# GW as electron–boson coupling, and the core-level model: solutions

**Conventions.** Hartree atomic units are used, with results in eV. The temperature is zero, the nuclei are fixed and propagators are time-ordered with $\eta\to0^+$. The spin orbitals $\phi_p$ are real with energies $\varepsilon_p$; $i,j$ are occupied, $a,b$ empty.

## 1. Show that the $G_0W_0$ correlation self-energy is second order in a coupling to RPA bosons

**Premises.** In the GW approximation (Hedin, 1965), evaluated once on a mean-field reference,

$$\Sigma(\omega)=\frac{i}{2\pi}\int d\omega'\,e^{i\omega'0^+}G_0(\omega+\omega')\,W(\omega'),\qquad W=v+v\chi v,\qquad \chi=\chi_0+\chi_0v\chi .$$

$G_0$ has poles at $\varepsilon_i+i\eta$ and $\varepsilon_a-i\eta$. With $\rho_{ia}=\phi_i\phi_a$ and $\Delta_{ia}=\varepsilon_a-\varepsilon_i>0$,

$$\chi_0(\mathbf r,\mathbf r',\omega)=\sum_{ia}\rho_{ia}(\mathbf r)\frac{2\Delta_{ia}}{\omega^2-\Delta_{ia}^2}\rho_{ia}(\mathbf r').$$

**Step 1: RPA modes.** Write $\chi=\sum\rho_{ia}\Pi_{ia,jb}\rho_{jb}$ and $V_{ia,jb}=\iint\rho_{ia}v\rho_{jb}$. The equation for $\chi$ becomes $\Pi^{-1}=\Pi_0^{-1}-V$ with the diagonal $\Pi_0^{-1}=(\omega^2-\Delta^2)/2\Delta$. Factoring $(2\Delta)^{-1/2}$ out on both sides gives

$$\Pi=(2\Delta)^{1/2}\,[\omega^2-M]^{-1}(2\Delta)^{1/2},\qquad M=\Delta^2+2\Delta^{1/2}V\Delta^{1/2}.$$

$M$ is symmetric, and positive definite because the Coulomb matrix $V$ is positive semidefinite. It has eigenvalues $\Omega_s^2>0$ and orthonormal eigenvectors $F_s$. Define

$$\rho_s=\sum_{ia}\sqrt{\Delta_{ia}/\Omega_s}\,F_{ia,s}\,\rho_{ia},\qquad V_s=v\rho_s,\qquad D_s(\omega)=\frac{1}{\omega-\Omega_s+i\eta}-\frac{1}{\omega+\Omega_s-i\eta}.$$

Since $D_s=2\Omega_s/(\omega^2-\Omega_s^2)$ away from the poles, $\chi=\sum_s\rho_sD_s\rho_s$ and

$$W-v=\sum_sV_s(\mathbf r)\,D_s(\omega)\,V_s(\mathbf r').$$

**Step 2: frequency integral.** For the bare $v$ the convergence factor closes the contour above, around the occupied poles, and gives the Fock exchange $-v(\mathbf r,\mathbf r')\sum_i\phi_i(\mathbf r)\phi_i(\mathbf r')$. For $W-v$ the integrand falls as $\omega'^{-3}$, so either half-plane may be used. For an occupied level the pole of $G_0$ lies above the axis. Closing below picks up $\omega'=\Omega_s-i\eta$, with residue $+1$ of $D_s$ and a clockwise factor $-2\pi i$, so the prefactor is $(i/2\pi)(-2\pi i)=+1$. For an empty level, closing above picks up $\omega'=-\Omega_s+i\eta$ with residue $-1$, and $(i/2\pi)(2\pi i)(-1)=+1$. With $g^s_{pq}=\int\phi_pV_s\phi_q$,

$$\Sigma^c_{pq}(\omega)=\sum_s\left[\sum_i\frac{g^s_{pi}g^s_{iq}}{\omega-\varepsilon_i+\Omega_s-i\eta}+\sum_a\frac{g^s_{pa}g^s_{aq}}{\omega-\varepsilon_a-\Omega_s+i\eta}\right].$$

**Step 3: identification.** Consider

$$H_{eb}=\sum_p\varepsilon_pc_p^\dagger c_p+\sum_s\Omega_sb_s^\dagger b_s+\sum_{pqs}g^s_{pq}:\!c_p^\dagger c_q\!:(b_s+b_s^\dagger),$$

normal-ordered with respect to the reference determinant. The free propagator of $b_s+b_s^\dagger$ is $-ie^{-i\Omega_s|t|}$, whose Fourier transform is $D_s(\omega)$. At order $g^2$, Wick's theorem gives two self-energy contractions. The tadpole needs an equal-time contraction inside one vertex, which normal ordering removes. The other is $(i/2\pi)\int gG_0Dg$, the integral of Step 2. Hence $\Sigma^c$ of $G_0W_0$ is the second-order self-energy of $H_{eb}$. Three qualifications apply. Exchange is added separately. The boson lines must not be dressed with electron bubbles, which RPA has already summed. The statement concerns $\Sigma$; Dyson's equation iterates it to all orders in $g$.

## 2. Reduce to a single deep level

Three premises define the model.

1. The core orbital $c$ overlaps weakly with all other orbitals, so only $g^s_{cc}$ is kept, and the core does not take part in the modes.
2. All modes that couple have one frequency $\omega_p$. Only the combination $b=\sum_sg^s_{cc}b_s/g$ with $g^2=\sum_s(g^s_{cc})^2$ then couples, and $[b,b^\dagger]=1$.
3. The reference is Hartree–Fock-like for the core, so one unrelaxed energy $\varepsilon$ appears both in $G_0$ and in Dyson's equation.

For an occupied level $:\!c^\dagger c\!:\,=-cc^\dagger$. The sign is absorbed by $b\to-b$:

$$H=\varepsilon\,c^\dagger c+\omega_pb^\dagger b+g\,cc^\dagger(b+b^\dagger).$$

The bosons feel the level only when it is empty. Below, $x=\omega-\varepsilon$ and $a=g^2/\omega_p^2$.

## 3. Solve the model in $G_0W_0$

One occupied term of $\Sigma^c$ survives:

$$\Sigma(\omega)=\frac{g^2}{\omega-\varepsilon+\omega_p-i\eta},\qquad G=\frac{1}{x-\Sigma}=\frac{x+\omega_p}{x(x+\omega_p)-g^2}.$$

The poles solve $x^2+\omega_px-g^2=0$:

$$\omega_\pm=\varepsilon+\tfrac12\left[-\omega_p\pm R\right],\qquad R=\sqrt{\omega_p^2+4g^2}.$$

The residues are $Z_\pm=(x_\pm+\omega_p)/(x_\pm-x_\mp)$, with $x_\pm+\omega_p=(\omega_p\pm R)/2$ and $x_\pm-x_\mp=\pm R$:

$$Z_\pm=\tfrac12\left(1\pm\omega_p/R\right),\qquad Z_++Z_-=1 .$$

The spectrum is a main line at $\omega_+>\varepsilon$ and a single satellite at distance $R>\omega_p$ below it.

## 4. Solve the model exactly

The occupation $c^\dagger c$ commutes with $H$. The initial state has the level filled and the boson vacuum $|0\rangle$; it is an eigenstate with energy $\varepsilon$. With the level empty the Hamiltonian is

$$H_h=\omega_pb^\dagger b+g(b+b^\dagger)=\omega_pB^\dagger B-g^2/\omega_p,\qquad B=b+g/\omega_p,$$

as is seen by multiplying out $B^\dagger B$. Because $[B,B^\dagger]=1$, the eigenvalues are $n\omega_p-g^2/\omega_p$ with eigenstates $|n_B\rangle=(B^\dagger)^n|0_B\rangle/\sqrt{n!}$. A removal energy is the initial minus the final energy:

$$\omega_n=E-n\omega_p,\qquad E=\varepsilon+g^2/\omega_p .$$

For the weights, $b|0\rangle=0$ implies $B|0\rangle=(g/\omega_p)|0\rangle$, so $\langle n_B|0\rangle=(g/\omega_p)^n\langle0_B|0\rangle/\sqrt{n!}$. Completeness requires $|\langle0_B|0\rangle|^2e^{a}=1$. Therefore

$$A(\omega)=\sum_{n=0}^\infty e^{-a}\frac{a^n}{n!}\,\delta(\omega-E+n\omega_p),\qquad Z=e^{-g^2/\omega_p^2}.$$

This is the solution given by Langreth (1970): a Poisson series spaced by $\omega_p$ on the high-binding side of a main line that relaxation has raised by $g^2/\omega_p$.

**Time domain.** Summing the series in $G(t)=i\theta(-t)\int A(\omega)e^{-i\omega t}d\omega$ gives

$$G(t)=i\theta(-t)\,e^{-i\varepsilon t+C(t)},\qquad C(t)=a\left(e^{i\omega_pt}-i\omega_pt-1\right).$$

The exact exponent is of order $g^2$, and it is fixed by the $G_0W_0$ self-energy. Indeed

$$G_0\Sigma G_0=\frac{g^2}{x^2(x+\omega_p)}=a\left[\frac1{x+\omega_p}+\frac{\omega_p}{x^2}-\frac1x\right],$$

and the three terms transform to $G_0(t)$ times $ae^{i\omega_pt}$, $-ia\omega_pt$ and $-a$; the double pole is the $\varepsilon$-derivative of $1/x$. For modes of different frequency $H_h$ is a sum of commuting terms, the exponents add, and

$$C(t)=\int_0^\infty d\nu\,\beta(\nu)\frac{e^{i\nu t}-i\nu t-1}{\nu^2},\qquad\beta(\nu)=\sum_s(g^s_{cc})^2\delta(\nu-\Omega_s)=\frac1\pi\,\mathrm{Im}\,\Sigma(\varepsilon-\nu).$$

## 5. Locate the error of $G_0W_0$

**Exact self-energy.** The Lehmann sum is $G=\langle0|(x+H_h)^{-1}|0\rangle$. In the number basis of $b$ the matrix $x+H_h$ is tridiagonal, with diagonal $x+n\omega_p$ and coupling $g\sqrt{n+1}$ between $n$ and $n+1$. Eliminating the states from large $n$ downward gives

$$\Sigma_{\rm exact}=\cfrac{g^2}{x+\omega_p-\cfrac{2g^2}{x+2\omega_p-\cfrac{3g^2}{x+3\omega_p-\cdots}}}.$$

$G_0W_0$ is the truncation to $n\le1$. Two consequences follow. First, $-x_+$ is the lowest eigenvalue of $H_h$ in a subspace, so the variational principle gives $x_+\le g^2/\omega_p$: the relaxation shift is underestimated. Second, the satellite distance is too large because the one-boson state is repelled by $n=0$ without the opposite push from $n=2$. In second-order perturbation theory for $H_h$ the state $n=1$ moves by $+g^2/\omega_p-2g^2/\omega_p$, the same as $n=0$. The truncation keeps only the first term, which widens the gap by $2g^2/\omega_p$.

The leading omitted term is $\Sigma^{(4)}=2g^4/[(x+\omega_p)^2(x+2\omega_p)]$. Replacing $G_0$ in $\Sigma$ by $G_0\Sigma G_0$ yields half of it, so self-consistency in $G$ supplies half and the crossed (vertex) diagram the rest. At $x=0$, $\Sigma^{(4)}/\Sigma=a$. At $x=-\omega_p$ the ratio diverges for any $g$.

**Expansion in $a$.**

| Quantity | $G_0W_0$ | Exact |
|---|---|---|
| shift$/\omega_p$ | $a-a^2+\dots$ | $a$ |
| main-line weight | $1-a+3a^2-\dots$ | $1-a+a^2/2-\dots$ |
| first satellite distance$/\omega_p$ | $1+2a-\dots$ | $1$ |

The main line is correct at order $g^2$, while the satellite distance is already in error at that order.

**Moments about $\varepsilon$.** Expanding $1/(x-\Sigma)=\sum_km_k/x^{k+1}$ gives $m_0,\dots,m_4=1,\,0,\,g^2,\,-g^2\omega_p,\,g^2\omega_p^2+g^4$. In the exact spectrum $x=\omega_p(a-n)$ with Poisson $n$, whose central moments of order two to four are $a$, $a$, $a+3a^2$. The first four moments coincide, and the exact $m_4$ is $g^2\omega_p^2+3g^4$. The two-pole spectrum thus carries the mean, variance and skewness of the whole series.

**Shifted reference.** If premise 3 is changed so that $G_0$ has its pole at the final main-line energy $E'$, then $\Sigma=g^2/(\omega-E'+\omega_p)$ and $E'=\varepsilon+\Sigma(E')=E$. With $y=\omega-E$, $G=(y+\omega_p)/\{y[y+(1+a)\omega_p]\}$. The main-line energy is exact, its weight is $1/(1+a)$, and one satellite remains, at distance $(1+a)\omega_p$.

## 6. Range of validity

- The boson form of Part 1 is an identity for $G_0W_0$ with RPA screening on a reference with $\Delta_{ia}>0$; metals are reached as the limit of a dense spectrum.
- The Poisson solution is exact for the model. It needs a recoilless hole coupled linearly to harmonic modes. For valence states $g^s_{pq}$ is off-diagonal, the occupation is not conserved and the second-order exponent is an approximation.
- $G_0W_0$ gives the shift with relative error about $a$ and the main-line weight with error about $5a^2/2$, so it needs $a\ll1$. It misplaces the satellite by about $2a\omega_p$ and has no higher satellites.
- $A(\omega)$ holds only intrinsic losses. Losses of the outgoing photoelectron, their interference with the intrinsic ones, hole lifetime, spin–orbit splitting, and plasmon dispersion and damping are absent.
- In a metal the electron–hole continuum adds modes down to zero frequency. Its size is given below.

## 7. Numerical illustration: the sodium 2p level

**Coupling.** The input is a typical plasmon energy $\omega_p=5.8$ eV $=0.2131$ Ha. Treat the valence electrons as a free gas with $\epsilon=1-\omega_p^2/\omega^2$ for $q<q_c$. Then $W-v=v_q\omega_p^2/(\omega^2-\omega_p^2)=\tfrac12v_q\omega_pD(\omega)$ with $v_q=4\pi/q^2$, and for a point-like hole

$$g^2=\int_{q<q_c}\frac{d^3q}{(2\pi)^3}\frac{v_q\omega_p}{2}=\frac{\omega_pq_c}{\pi},\qquad a=\frac{q_c}{\pi\omega_p}.$$

From $\omega_p^2=3/r_s^3$, $r_s=4.04$ bohr and $k_F=v_F=(9\pi/4)^{1/3}/r_s=0.475$ a.u. The assumed cutoff $q_c=\omega_p/v_F=0.449$ bohr$^{-1}$ gives $a=1/(\pi v_F)=0.67$ and $g=\omega_p\sqrt a=4.7$ eV. The cutoff is the main uncertainty: placing it where $q v_F+q^2/2=\omega_p$ gives $q_c=0.332$ bohr$^{-1}$ and $a=0.50$. The finite core size lowers $g^2$ by the fraction $\langle r^2\rangle q_c^2/9$, about 2 per cent for an approximate $\langle r^2\rangle=0.8$ bohr$^2$. A typical 2p binding energy of 31 eV is only about 5 times $\omega_p$, so premise 1 rests on small overlap.

**The model's spectra for $a=0.67$**, as position $\omega-\varepsilon$ in eV and weight:

| Line | $G_0W_0$ | Shifted reference | Exact |
|---|---|---|---|
| main | +2.7, 0.76 | +3.9, 0.60 | +3.9, 0.51 |
| satellite 1 | −8.5, 0.24 | −5.8, 0.40 | −1.9, 0.34 |
| satellite 2 | none | none | −7.7, 0.11 |
| satellite 3 | none | none | −13.5, 0.026 |

The first satellite distance is 11.1 eV in $G_0W_0$ and 9.7 eV with the shifted reference, against the exact 5.8 eV. $G_0W_0$ places the main line 1.2 eV too deep, and its satellite-to-main ratio is 0.31 against the exact 0.67.

**Size of the pair continuum.** Since $\mathrm{Im}\,D_s=-\pi\delta(\nu-\Omega_s)$ for $\nu>0$, $\beta(\nu)=-\pi^{-1}\int d^3q\,(2\pi)^{-3}\,\mathrm{Im}\,W$, with $\mathrm{Im}\,W=v_q^2\,\mathrm{Im}\chi_0/|\epsilon|^2$. For small $\nu$ and $q<2k_F$, energy conservation fixes the component of $\mathbf k$ along $\mathbf q$ with Jacobian $1/q$, and the Pauli principle leaves a ring of area $2\pi\nu$. With two spins, $\mathrm{Im}\chi_0=-2\pi(2\pi)^{-3}\,2\pi\nu/q=-\nu/2\pi q$. Thomas–Fermi screening, $\epsilon=1+\kappa^2/q^2$ with $\kappa^2=4k_F/\pi=0.605$ bohr$^{-2}$, gives $\beta=\alpha\nu$ with

$$\alpha=\frac{4}{\pi^2}\int_0^{2k_F}\frac{q\,dq}{(q^2+\kappa^2)^2}=\frac{2}{\pi^2}\left[\frac1{\kappa^2}-\frac1{\kappa^2+4k_F^2}\right]=0.20 .$$

Cut this off at $E_F=k_F^2/2=3.1$ eV. The mean number of pair quanta above an energy $\Gamma$ is $\int_\Gamma^{E_F}\beta\,\nu^{-2}d\nu=\alpha\ln(E_F/\Gamma)$, which diverges as $\Gamma\to0$: every line becomes an asymmetric edge with no delta function. For an illustrative resolution $\Gamma=0.3$ eV the weight left near each threshold is reduced by $(\Gamma/E_F)^\alpha\approx0.6$, comparable with the plasmon factor 0.51, and the added shift is $\alpha E_F\approx0.6$ eV. The tabulated weights therefore refer to whole lines including their tails. Because the exponents add, the continuum convolves all lines alike and leaves the spacing $\omega_p$ and the Poisson ratios unchanged.

**Relation to sodium.** All these numbers are the model's. The intrinsic plasmon strength typically assigned to sodium core lines is about 0.4, with a spread that depends on how extrinsic losses are separated, so $a=0.67$ is high by a factor of roughly 1.7. With $a=0.4$ chosen as input to follow that typical value, the model gives a shift of 1.8 eV, a main-line weight of 0.81 and a satellite distance of 9.4 eV in $G_0W_0$, against the exact 2.3 eV, 0.67 and 5.8 eV.